Reading the pressure order of a radical chain: the Goldfinger-Letort-Niclause rules for dimethyl ether at 800 K

When an organic vapour decomposes in a hot tube, its rate often scales with a non-integer power n of concentration. That exponent decides how much gas-phase conversion grows when the pressure setpoint is raised. For Rice-Herzfeld radical chains, the rules of Goldfinger, Letort and Niclause give n from three features of the mechanism. A two-radical model of dimethyl ether (DME) shows them in closed form.

1. The model

A is the concentration of DME in molecules cm⁻³. A β radical propagates by colliding with the reactant. A μ radical propagates by falling apart on its own. The letters β and μ also denote their concentrations. Here β is CH3 and μ is CH3OCH2.

(1) Initiation, rate r_i = k1·A^i: CH3OCH3 → CH3 + CH3O. The fast follow-up steps CH3O → CH2O + H and H + DME → H2 + CH3OCH2 are lumped in, so each event consumes two DME and delivers one β and one μ.
(2) CH3 + DME → CH4 + CH3OCH2, rate k2·A·β
(3) CH3OCH2 → CH3 + CH2O, rate k3·μ
(4) β + β → C2H6, rate k4·β²
(5) β + μ → stable products, rate k5·β·μ
(6) μ + μ → stable products, rate k6·μ²

Conventions: all rates count events per cm³ per second, so step 4 removes CH3 at 2k4β². The gas is pure DME at low conversion and fixed temperature, so any third body is DME itself. If termination needs a third body, k4, k5 and k6 are each multiplied by A^m with m = 1; otherwise m = 0. The order is n = d ln(rate)/d ln A, for initial rates.

2. The rule

Propagation only converts one radical into the other, so at steady state radical creation equals radical loss:

r_i = A^m·(k4β² + k5βμ + k6μ²).

The balance for μ alone shows that k2Aβ − k3μ equals (k5βμ + 2k6μ²)A^m − r_i, whose magnitude cannot exceed r_i. If the chain length ν = k2Aβ/r_i is large, the two propagation rates are therefore equal to within a fraction 1/ν, and

μ = x·β, with x = k2A/k3.

Substituting gives the chain rate

r = k2Aβ = k2A·[k1·A^(i−m)/(k4 + k5x + k6x²)]^(1/2).

Since d ln x/d ln A = 1, the logarithmic derivative is

n = 1 + (i − m)/2 − (1/2)(k5x + 2k6x²)/(k4 + k5x + k6x²).

Let f_ββ, f_βμ and f_μμ be the shares of the three terms k4, k5x and k6x² in their sum. They add up to one, and the result becomes

n = (i − m)/2 + s, with s = f_ββ + f_βμ/2.

When one channel carries all termination, s = 1 (ββ), 1/2 (βμ) or 0 (μμ). This is the general statement:

initiation   third body   ββ    βμ    μμ
i = 1        m = 0        1.5   1.0   0.5
i = 1        m = 1        1.0   0.5   0.0
i = 2        m = 0        2.0   1.5   1.0
i = 2        m = 1        1.5   1.0   0.5

The square root comes from radical-radical termination. The term s records which concentration that termination fixes: a fixed β must still meet a DME molecule, which costs one power of A, and a fixed μ need not. The table cannot be read backwards, because three different mechanisms give 1.5.

3. Exact steady state

Take i = 1 and m = 0, assume k6 = k4, and use the cross-combination rule k5 = 2(k4k6)^(1/2) = 2k4. The termination sum is then k4(β + μ)², so the total radical pool is

β + μ = S = (k1A/k4)^(1/2).

The μ balance, r_i + k2Aβ − k3μ − 2k4μ(β + μ) = 0, becomes linear. With r_i = k4S² it gives, with no long-chain assumption,

β = S(k3 + k4S)/(k3 + k2A + 2k4S)
μ = S(k2A + k4S)/(k3 + k2A + 2k4S).

DME is consumed at R = 2k1A + k2Aβ. When k4S is small against both k2A and k3, these reduce to β = S/(1 + x) and μ = xβ, and the rule gives f_ββ = 1/(1 + x)², f_βμ = 2x/(1 + x)² and

n = 1/2 + 1/(1 + x).

The order slides from 1.5 at small x to 0.5 at large x. It passes 1.0 at x = 1 without a plateau, because with these constants βμ never carries more than half of the termination.

After start-up the pool obeys dN/dt = 2r_i − 2k4N², so N = S·tanh(2k4St), and the steady state is reached on the time scale 1/(2k4S).

4. Numbers at 800 K (527 °C)

Inputs, all typical or assumed for a few hundred Torr and held constant over pressure:
k1 = 2.0×10⁻⁶ s⁻¹ (typical)
k2 = 4.0×10⁻¹⁵ cm³ s⁻¹ (typical)
k3 = 1.0×10⁶ s⁻¹ (assumed)
k4 = k6 = 3.0×10⁻¹¹ cm³ s⁻¹ (k4 typical, k6 assumed), so k5 = 6.0×10⁻¹¹ cm³ s⁻¹

The ideal-gas law A = p/(kB·T) gives 1.207×10¹⁶ cm⁻³ per Torr. At 400 Torr, A = 4.83×10¹⁸ cm⁻³, r_i = 9.66×10¹² cm⁻³ s⁻¹ and S = 5.67×10¹¹ cm⁻³. The frequencies to compare are k4S = 17 s⁻¹, k2A = 1.93×10⁴ s⁻¹ and k3, so the long-chain condition holds well: the exact β lies below S/(1 + x) by a fraction 1.6×10⁻⁵. The pool builds in 0.029 s, against a conversion time A/r of 449 s, which justifies the steady state. The termination shares are f_ββ = 0.962, f_βμ = 0.037 and f_μμ = 0.0004.

p (Torr)              100      400      760
A (10¹⁸ cm⁻³)         1.21     4.83     9.17
x                     0.0048   0.0193   0.0367
β (10¹¹ cm⁻³)         2.82     5.57     7.54
r/A (10⁻³ s⁻¹)        1.13     2.23     3.02
ν (10³)               0.56     1.11     1.51
n, long chain         1.495    1.481    1.465
n, exact, from R      1.493    1.480    1.464

All entries are the model's. The third decimal of n serves only to compare its two solutions. They differ by about 1/ν, almost entirely because the first-order term 2k1A in R dilutes the chain rate. Both lie within 0.04 of the pure ββ entry, 1.5. The βμ and μμ entries would matter near x = 1, that is A = k3/k2 = 2.5×10²⁰ cm⁻³ or about 27 atm, far outside furnace practice.

In process terms, order 1.5 means that doubling the pressure of pure DME multiplies the volumetric rate by 2.83 and the fractional conversion per second of residence time by 1.41.

As typical knowledge and not as a measurement, r/A for DME near 800 K at a few hundred Torr is roughly 1×10⁻³ s⁻¹, so the model's absolute rate probably runs high by about a factor of 2. A constant factor in k1 or k4 = k6 leaves the long-chain order unchanged.

5. What the model omits, and how much it matters

Falloff. Real values of i and m are local slopes: i lies between 1 and 2 and m between 0 and 1. In the Lindemann form k = k∞·P/(1 + P), with P proportional to A, the slope d ln k/d ln A equals 1 − k/k∞. An assumed k/k∞ = 0.8 gives a slope of 0.2. Applied to step 1 it makes i = 1.2 and raises n by 0.1. Applied to termination it makes m = 0.2 and lowers n by 0.1. Each shift exceeds the 0.019 caused by mixed termination at 400 Torr, and they cancel only if the slopes are equal. The supportable statement is thus n ≈ 1.5 with an uncertainty of about 0.1. The rule also assumes that step 3 is first order. If k3 scales as A^q, then x scales as A^(1−q) and s = 1 − (1 − q)(f_βμ/2 + f_μμ). At the low-pressure limit q = 1, the μ radical acts like a β radical and s = 1 for every termination channel.

Carrier gas. If excess N2 at fixed pressure is the third body, it does not count in the order in DME. Collision-assisted initiation then has i = 1, and termination has m = 0.

Walls. First-order loss at a surface removes the square root. If CH3 is lost only at frequency k_w, then 2r_i = k_w·β and n = i + 1 for constant k_w, or i + 2 when k_w is diffusion-limited and scales as 1/A. For an empty tube of radius ρ with a perfectly absorbing wall, the slowest diffusion mode gives k_w = 5.78·D/ρ². With an assumed D = 1.6 cm² s⁻¹ at 400 Torr and ρ = 5 cm, k_w = 0.37 s⁻¹, small against the gas-phase loss frequency 2k4β = 33 s⁻¹. At 1 Torr, with D scaling as 1/p and the rate constants left unchanged, k_w = 1.5×10² s⁻¹ against 1.7 s⁻¹. At LPCVD pressures, and more so in the narrow gaps of a wafer boat, a wall that captures radicals efficiently takes the system outside the rules.

Conversion and chemistry. Formaldehyde accumulates and offers CH3 a second abstraction partner, so an order fitted to a decay curve need not equal the initial-rate order. The rules also presuppose radical carriers that recombine in pairs, and they do not describe silane, whose thermal decomposition begins with H2 elimination to SiH2.